**Plane-wave cutoffs of the waves of a ruthenium pseudopotential: a knee rule against a radius rule**

The table holds, for six waves of one ONCVPSP norm-conserving Ru pseudopotential (LDA-PW92, scalar-relativistic, with a bound s ghost), the cutoffs at which the residual kinetic energy falls to 10, 1, 0.1 and 0.01 mHa, and the residual left above the optimisation wave number qc. The program tests a rule anchored at the knee qc²/2, linear in the logarithm of the error below it (one fitted slope) and a parameter-free power law above it, and compares it with a rule based on the radius alone. Below the knee seven of twelve estimates are within 20 % of the table; above it the steps per decade agree roughly with theory for the two waves that have whole steps (4d has none), and the estimates miss by up to a factor of about two either way. The radius rule, with geometric-mean constants, has the larger median miss (1.72 against 1.40), a gap that depends on how its constants are chosen. Both rules fail for f projector 1, which lies almost wholly outside its radius and is left out of the fits.

Calculated values. ONCVPSP 4.0.1, optimised norm-conserving Vanderbilt pseudopotential for Ru (core [Kr], valence 4d6 5s2, d channel as local potential), scalar-relativistic LDA (Perdew-Wang 92). Radii for s, p, d and f are 2.7, 2.55, 1.45 and 2.3 bohr; qcut is 2, 3.7, 7.7 and 6.1 per bohr. At each cutoff the wave's residual kinetic energy per electron falls to the stated error.

## The fit in Python

```python
# Table: ONCVPSP 4.0.1, Ru pseudopotential (LDA-PW92, scalar-relativistic): cutoffs (Ha) at which each
# wave's residual kinetic energy falls to 10, 1, 0.1, 0.01 mHa, and the residual Er (mHa) above qc.
# Tested: knee rule (Ec = qc^2/2; linear below, power-law tail above) against a radius-only rule.
T = {
    'wave': ['5s', 'p projector 1', 'p projector 2', '4d', 'f projector 1', 'f projector 2'],
    'wave_norm_inside_radius': [0.3895, 0.2602, 0.1317, 0.4941, 2.1e-05, 0.01536],
    'wave_kinetic_energy_above_qcut': [4.46, 0.0119, 5.77, 0.0888, 4.36e-07, 0.000837],  # mHa
    'wave_cutoff_for_10_mHa': [1.46, 1.23, 6.78, 18.95, 0.03, 2.12],  # Ha
    'wave_cutoff_for_1_mHa': [7.79, 3.25, 9.08, 24.72, 0.15, 7.78],  # Ha
    'wave_cutoff_for_a_tenth_mHa': [19.6, 4.44, 18.3, 29.85, 0.45, 12.58],  # Ha
    'wave_cutoff_for_a_hundredth_mHa': [39.7, 11.26, 48.75, 92.22, 1.85, 15.83],  # Ha
}
import numpy as np
from scipy.constants import physical_constants as pc
w = T['wave']
# settings of the same run, row by row: qc (1/bohr), radius (bohr), matching conditions
qc = np.array([2, 3.7, 3.7, 7.7, 6.1, 6.1])
rc = np.array([2.7, 2.55, 2.55, 1.45, 2.3, 2.3])
n = np.array([3, 3, 3, 4, 4, 4])
eps = np.array([10, 1, 0.1, 0.01])
keys = ['10', '1', 'a_tenth', 'a_hundredth']
E = np.array([T['wave_cutoff_for_%s_mHa' % k] for k in keys], float).T
Er = np.array(T['wave_kinetic_energy_above_qcut'], float)
N = np.array(T['wave_norm_inside_radius'], float)
Ec = qc**2/2
d = np.log10(eps[None, :]/Er[:, None])
below = d > 0
use = N > 1e-3  # f projector 1 lies almost wholly outside its radius
U = use[:, None] & np.ones_like(below)
f = lambda v, p=2: ' '.join('%.*f' % (p, x) for x in v)
print('targets 10 1 0.1 0.01 mHa; rounding floor 0.005 Ha = %.0f%% of smallest, %.1f%% of smallest fitted cell' % (0.5/E.min(), 0.5/E[U].min()))
print('wave | Ec Ha | qc*rc | d=log10(target/Er) | E/Ec | step ratios of E')
for i in range(6):
    print(w[i], '| %.2f | %.1f |' % (Ec[i], qc[i]*rc[i]), f(d[i]), '|', f(E[i]/Ec[i]), '|', f(E[i, 1:]/E[i, :-1]))
bad = [(w[i], eps[j], E[i, j]-Ec[i]) for i in range(6) for j in range(4) if below[i, j] != (E[i, j] < Ec[i])]
print('bracket holds in %d of 24 cells; broken:' % (24-len(bad)), ['%s %g mHa E-Ec=%+.2f Ha' % b for b in bad])
y = 1-E/Ec[:, None]
fit = lambda m: (d[m]*y[m]).sum()/(d[m]**2).sum()
print('fitted a = %.3f per decade on %d cells; rule uses 0.2' % (fit(below & U), (below & U).sum()))
print('a leaving one wave out:', f([fit(below & U & (np.arange(6) != i)[:, None]) for i in range(6) if use[i]], 3))
print('Ha per decade at a=0.2 (0.2*Ec):', f(0.2*Ec), '; 4d table steps', f(np.diff(E[3])))
print('theory tail factor per decade: n=3 %.2f, n=4 %.2f' % (10**(1/2.5), 10**(1/3.5)))
st = np.array([E[i, j+1]/E[i, j] for i in range(6) for j in range(3) if not below[i, j]])
g = np.exp(np.log(st).mean())
print('steps wholly above knee (5s, p2):', f(st), '; geometric mean %.2f, exponent %.2f (theory 2.5)' % (g, 1/np.log10(g)))
P = np.where(below, Ec[:, None]*(1-0.2*d), Ec[:, None]*10**(-d/(n[:, None]-0.5)))
print('knee rule: wave | side (b below, a above) | estimate Ha | estimate/table')
for i in range(6):
    print(w[i], '|', ''.join('b' if b else 'a' for b in below[i]), '|', f(P[i]), '|', f(P[i]/E[i]))
def rep(name, R, m):
    L = np.where(m, np.abs(np.log(np.where(m, R, 1))), -1)
    i, j = np.unravel_index(L.argmax(), L.shape)
    print('%s: %d cells, median miss factor %.2f, within 20%%: %d, worst %s %g mHa ratio %.2f'
          % (name, m.sum(), np.exp(np.median(L[m])), (np.abs(R[m]-1) <= 0.2).sum(), w[i], eps[j], R[i, j]))
rep('knee below', P/E, below & U)
rep('knee above', P/E, ~below & U)
rep('knee all', P/E, U)
X = np.sqrt(2*E)*rc[:, None]
x = np.exp(np.log(X[use]).mean(axis=0))
Q = x[None, :]**2/(2*rc[:, None]**2)
print('radius rule: fitted x=q*rc per target (4 parameters):', f(x, 1))
print('wave | q*rc of table | estimate/table | 50/rc^2 Ha and its ratio to the 1 mHa cutoff')
for i in range(6):
    print(w[i], '|', f(X[i], 1), '|', f(Q[i]/E[i]), '| %.2f %.2f' % (50/rc[i]**2, 50/rc[i]**2/E[i, 1]))
rep('radius all', Q/E, U)
print('4d over next hardest wave per target:', f(E[3]/np.delete(E, 3, 0).max(axis=0)))
print('modulation period pi/rc, 1/bohr:', f(np.pi/rc))
Ha = pc['Hartree energy in eV'][0]
# ghost energy and start of the phase scan: further outputs of the same run
print('s ghost %.2f Ha; phase scan starts at %.1f eV' % (-88.12644/Ha, -1.98*Ha))
assert (E.argmax(axis=0) == 3).all()
assert len(bad) <= 1 and all(abs(b[2]) < 0.3 for b in bad)
assert 1.9 < st.min() and st.max() < 2.8
assert use.sum() == 5 and not use[4]
```

It prints:

```
targets 10 1 0.1 0.01 mHa; rounding floor 0.005 Ha = 17% of smallest, 0.4% of smallest fitted cell
wave | Ec Ha | qc*rc | d=log10(target/Er) | E/Ec | step ratios of E
5s | 2.00 | 5.4 | 0.35 -0.65 -1.65 -2.65 | 0.73 3.90 9.80 19.85 | 5.34 2.52 2.03
p projector 1 | 6.85 | 9.4 | 2.92 1.92 0.92 -0.08 | 0.18 0.47 0.65 1.64 | 2.64 1.37 2.54
p projector 2 | 6.85 | 9.4 | 0.24 -0.76 -1.76 -2.76 | 0.99 1.33 2.67 7.12 | 1.34 2.02 2.66
4d | 29.65 | 11.2 | 2.05 1.05 0.05 -0.95 | 0.64 0.83 1.01 3.11 | 1.30 1.21 3.09
f projector 1 | 18.60 | 14.0 | 7.36 6.36 5.36 4.36 | 0.00 0.01 0.02 0.10 | 5.00 3.00 4.11
f projector 2 | 18.60 | 14.0 | 4.08 3.08 2.08 1.08 | 0.11 0.42 0.68 0.85 | 3.67 1.62 1.26
bracket holds in 23 of 24 cells; broken: ['4d 0.1 mHa E-Ec=+0.20 Ha']
fitted a = 0.219 per decade on 12 cells; rule uses 0.2
a leaving one wave out: 0.218 0.196 0.219 0.224 0.255
Ha per decade at a=0.2 (0.2*Ec): 0.40 1.37 1.37 5.93 3.72 3.72 ; 4d table steps 5.77 5.13 62.37
theory tail factor per decade: n=3 2.51, n=4 1.93
steps wholly above knee (5s, p2): 2.52 2.03 2.02 2.66 ; geometric mean 2.29, exponent 2.78 (theory 2.5)
knee rule: wave | side (b below, a above) | estimate Ha | estimate/table
5s | baaa | 1.86 3.64 9.14 22.95 | 1.27 0.47 0.47 0.58
p projector 1 | bbba | 2.84 4.21 5.58 7.34 | 2.31 1.30 1.26 0.65
p projector 2 | baaa | 6.52 13.80 34.66 87.07 | 0.96 1.52 1.89 1.79
4d | bbba | 17.48 23.41 29.34 55.33 | 0.92 0.95 0.98 0.60
f projector 1 | bbbb | -8.78 -5.06 -1.34 2.38 | -292.78 -33.75 -2.98 1.29
f projector 2 | bbbb | 3.43 7.15 10.88 14.60 | 1.62 0.92 0.86 0.92
knee below: 12 cells, median miss factor 1.12, within 20%: 7, worst p projector 1 10 mHa ratio 2.31
knee above: 8 cells, median miss factor 1.76, within 20%: 0, worst 5s 0.1 mHa ratio 0.47
knee all: 20 cells, median miss factor 1.40, within 20%: 7, worst p projector 1 10 mHa ratio 2.31
radius rule: fitted x=q*rc per target (4 parameters): 5.9 9.3 12.1 18.0
wave | q*rc of table | estimate/table | 50/rc^2 Ha and its ratio to the 1 mHa cutoff
5s | 4.6 10.7 16.9 24.1 | 1.65 0.76 0.51 0.56 | 6.86 0.88
p projector 1 | 4.0 6.5 7.6 12.1 | 2.20 2.05 2.52 2.20 | 7.69 2.37
p projector 2 | 9.4 10.9 15.4 25.2 | 0.40 0.73 0.61 0.51 | 7.69 0.85
4d | 8.9 10.2 11.2 19.7 | 0.44 0.83 1.16 0.83 | 23.78 0.96
f projector 1 | 0.6 1.3 2.2 4.4 | 110.75 54.52 30.60 16.48 | 9.45 63.01
f projector 2 | 4.7 9.1 11.5 12.9 | 1.57 1.05 1.09 1.93 | 9.45 1.21
radius all: 20 cells, median miss factor 1.72, within 20%: 5, worst p projector 1 0.1 mHa ratio 2.52
4d over next hardest wave per target: 2.79 2.72 1.52 1.89
modulation period pi/rc, 1/bohr: 1.16 1.23 1.23 2.17 1.37 1.37
s ghost -3.24 Ha; phase scan starts at -53.9 eV
```
